**Q:** I need the cell size of ruthenium for a model of a catalyst. Five density functionals were run on the same cell, with the atoms fixed, and I have only the pressure from each. Can that tell me which one to use?

Pressure of hexagonal close-packed ruthenium at fixed cell (a = 2.706 Å, c = 4.282 Å) and fixed atoms, from plane-wave density functional theory with PAW potentials in Ansatz 0.2.0. All runs use an unshifted 10×10×6 k mesh and cold smearing of 0.02 eV, without spin polarization or a dispersion correction. Positive pressure means that the cell is compressed.

| functional | wave cutoff | density cutoff | pressure (GPa) |
| --- | --- | --- | --- |
| LDA | 420 eV | 1680 eV | -12.240 |
| PBEsol | 420 eV | 1680 eV | -6.210 |
| revPBE | 420 eV | 1680 eV | 7.790 |
| RPBE | 420 eV | 1680 eV | 9.060 |
| r2SCAN | 500 eV | 2000 eV | -1.970 |

**A:** It can narrow the choice, because the cell is close to the measured one. The pressure shows which way each functional would move it: a negative value means that the crystal wants to shrink, a positive one that it wants to grow. Start with the two ends, LDA and RPBE. LDA gives −12 GPa and RPBE +9 GPa, so they disagree even on the direction.

**Q:** Pressures in GPa mean little to me. How wrong would the cell be?

**A:** Divide by the stiffness. For a small change the pressure falls in proportion to the relative growth of the volume, and the constant of proportion is the bulk modulus $B$. Setting the pressure to zero gives

$$\frac{\Delta V}{V}\approx\frac{P}{B},$$

where $P$ is the tabulated pressure and $V$ the volume. For ruthenium $B$ is roughly 320 GPa, a recalled value. For RPBE this gives $9.06/320\approx 0.028$, a volume about 3% larger. Volume goes as the cube of length, so the edges grow on average by a third of that, about 0.9%.

The same steps make the LDA edges about 1.3% too short on average. These are estimates, since no cell was relaxed to test them, and they use one stiffness for all functionals.

**Q:** Why should LDA pull the atoms together and RPBE push them apart?

**A:** The difference lies mainly in how they treat exchange, the part of the energy that comes from electrons of like spin avoiding each other. LDA takes the density at each point and uses the energy of a uniform electron gas of that density. The density in a crystal isn't uniform, and it becomes less so when the crystal is stretched: between the atoms it gets thinner, and it changes more over the typical distance from one electron to the next.

A gradient-corrected functional such as RPBE makes the exchange energy lower where this change is large. Stretching the crystal therefore earns an extra gain in energy, which LDA leaves out. Pressure is minus the slope of energy against volume, so a term that falls as the volume grows adds an outward push. The gradient term of correlation works the other way and is expected to cancel a good part of this push, but not all of it. LDA lacks the net push and binds too tightly; RPBE has a strong one and binds too loosely.

**Q:** Then PBEsol should lie between them.

**A:** It does, at −6 GPa. Its response to weak gradients was deliberately made about half as strong as that of RPBE, to suit solids. Yet it climbs only 6 of the 21 GPa from LDA to RPBE, well short of half. That is expected, because its correlation term was weakened less than its exchange term and so cancels a larger share of the push. revPBE responds to weak gradients just as RPBE does and differs only where they are strong, and the two end up little more than 1 GPa apart. The table shows this order; the link to the gradient term is an argument from how the functionals are built, as the pressure wasn't split into parts. The common PBE, which isn't in the table, shares the weak-gradient response of revPBE but gains less where gradients are strong, so by the same argument it should fall between PBEsol and revPBE, nearer to revPBE, whose correlation it shares.

**Q:** And r2SCAN has the pressure closest to zero, so it wins?

**A:** Not so fast. Zero isn't quite the right target. Real atoms vibrate, even at absolute zero, and the vibrations soften when the crystal expands, so they push outward. That push, expected to be roughly 2 GPa at room temperature, is missing from these calculations. A perfect functional should therefore show a slightly negative pressure at the measured cell.

r2SCAN, at −2 GPa, comes near that target, while PBEsol, at −6 GPa, lies below it. But the coarse k mesh and the limited basis may shift the pressures too, so without a test of both I wouldn't call r2SCAN the winner. LDA remains clearly too negative, and for revPBE and RPBE the correction makes matters worse.

**Q:** Does r2SCAN fit on the same scale of gradient strength?

**A:** No. It also uses the kinetic-energy density, which helps it tell a metallic region from a covalent bond or a weak contact between closed shells, so a single gradient strength doesn't describe it. It was also run with a higher cutoff, that is, a finer basis. Its distance of about 4 GPa from PBEsol thus mixes a change of functional with a change of basis, and no run separates the two.

**Q:** Is the r2SCAN cell at least free of stress?

**A:** No, and the small pressure hides how uneven the stress is. The crystal is hexagonal, and the tabulated −2 GPa is the mean over three directions. For r2SCAN the stress is close to zero in the basal plane but −6.5 GPa along the $c$ axis. Left free, the cell is expected to become shorter along $c$ and a little wider in the plane, which the estimate from $P/B$ can't show because it scales all edges alike.

**Q:** Is that a fault of r2SCAN?

**A:** The other rows speak against it. In every one the stress along $c$ lies below that in the plane, by 5 to 7 GPa. From LDA to RPBE the mean pressure moves by 21 GPa, while this difference changes by less than 1 GPa. Something common to all the runs seems to cause most of it. r2SCAN, at 6.7 GPa, has the largest difference, so a smaller part may be its own. The coarse k mesh and the atomic potentials are candidates for the common part; the limited basis is a weaker one, since its spurious stress is expected to be nearly even in all directions. So is the fixed shape of the cell, if all five functionals prefer a flatter one. None of these has been tested.

**Q:** So what accuracy can I ask for?

**A:** An error of 1% in the edges corresponds to about 10 GPa, and one of 0.1% to about 1 GPa. If 1% is good enough, the choice of functional already matters, because the mean edge of LDA, revPBE and RPBE misses by about that much. The mean flatters PBEsol and r2SCAN, though: with −9.7 and −6.5 GPa along $c$, their $c$ edge alone is expected to come out short by a similar margin. If you need 0.1%, as for a comparison with X-ray data, the choice between PBEsol and r2SCAN matters too, and so do the vibrations. Either way, first repeat one functional with a denser mesh and a higher cutoff, and relax $a$ and $c$ separately.

**Q:** What does the better answer cost?

**A:** From LDA to PBEsol, little: the cutoff is the same, and the density gradient is cheap to compute. The number of plane waves grows as the cutoff to the power 3/2, so the r2SCAN run carried about 1.3 times as many, and it has to handle the kinetic-energy density as well. For the cell size I would start with PBEsol, because it is the cheaper of the two, and use r2SCAN as a check.

**Q:** My colleagues use RPBE for molecules on the surface. Should they stop?

**A:** Not on this evidence. RPBE was designed for adsorption energies, and a pressure in the bulk doesn't test those. But they should build the surface from a cell relaxed with RPBE itself. Held to the measured cell, their slab would be squeezed along the surface before any molecule arrives, and a strained surface binds molecules differently. The printed output after this exchange lists the estimated cell changes and the stresses for all five functionals.

Printed output of the fit:

```
Estimated change of the cell towards zero pressure:
     row  volume in percent  mean edge in percent
     LDA             -3.825                -1.275
  PBEsol             -1.941               -0.6469
  revPBE              2.434                0.8115
    RPBE              2.831                0.9437
  r2SCAN            -0.6156               -0.2052
Stresses behind the mean pressure in GPa:
     row  in the basal plane  along c  plane minus c
     LDA              -10.37   -15.98          5.607
  PBEsol              -4.447   -9.738          5.291
  revPBE               9.444    4.494          4.951
    RPBE                10.7    5.785          4.916
  r2SCAN              0.2696    -6.46           6.73
Span of pressure from LDA to RPBE in GPa: 21.3
Step from LDA to PBEsol in GPa: 6.03
Step from PBEsol to r2SCAN in GPa: 4.24
Step from r2SCAN to revPBE in GPa: 9.76
Step from PBEsol to revPBE in GPa: 14
Step from revPBE to RPBE in GPa: 1.27
Pressure that matches an edge error of 0.1 percent in GPa: 0.96
Pressure that matches an edge error of 1 percent in GPa: 9.6
Spread of the plane minus c stress over all rows in GPa: 1.814
Ratio of plane waves at the r2SCAN cutoff to the others: 1.299
```
